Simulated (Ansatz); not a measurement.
## Abstraction of Cl: C2H5ClSi + C4H9O → C2H5Si + C4H9ClO

Species: C2H5ClSi `C=C[SiH2]Cl`, singlet; C4H9O `[CH2]COCC`, doublet; C2H5Si `C=C[SiH2]`, doublet; C4H9ClO (2-chloroethyl ethyl ether) `CCOCCCl`, singlet. A radical takes Cl: the energy is the difference in strength between the Si–Cl bond broken and the C–Cl bond made.

Shapes, held fixed at every level: PBE0-D4/def2-TZVP. Flexible molecules stand in one conformer, not always the lowest. Programs: Ansatz 0.2.0. Electronic energies: no zero-point or thermal term.

| level | kind | ΔE (kJ/mol) |
| --- | --- | --- |
| HF/def2-TZVPP | Hartree–Fock | +115.3 |
| PBE-D4/def2-TZVPP | GGA | +76.3 |
| r2SCAN-D4/def2-TZVPP | meta-GGA | +94.5 |
| B3LYP-D4/def2-TZVPP | global hybrid | +92.3 |
| wB97M-V/def2-TZVPP | range-separated hybrid | +97.7 |
| wB97X-V/def2-TZVPP | range-separated hybrid | +94.9 |
| B2PLYP/def2-TZVPP | double hybrid | +93.6 |

B2PLYP/def2-TZVPP gives ΔE = +93.6 kJ/mol; the levels span +76.3 to +115.3. The median of the levels is +94.5. No measured value is set beside it here. Spin contamination: C2H5Si (⟨S²⟩ up to 0.90). Open shells run unrestricted.

Chlorine transfer from silicon to the carbon radical is strongly uphill at every level, so the Si–Cl bond broken is clearly stronger than the C–Cl bond formed. The main reason is the low electronegativity of silicon: its bond to chlorine is more polar and gains more ionic stabilisation than the bond to carbon, probably helped by donation from chlorine lone pairs into σ* orbitals on the silyl group. Vinyl conjugation in the silyl radical should offset little of this, since silicon-centred radicals tend to stay pyramidal and overlap poorly with a carbon π system.

The sign is secure, and the hybrids, the double hybrid and the meta-GGA agree closely, between +92.3 and +97.7 kJ/mol. Hartree–Fock and PBE lie well outside on opposite sides, which suggests that the balance of exchange and correlation between the two polar bonds matters. Read in reverse, the result fits the familiar use of silyl radicals to abstract chlorine from alkyl chlorides, although the reaction energy alone doesn't establish how fast that step would be.
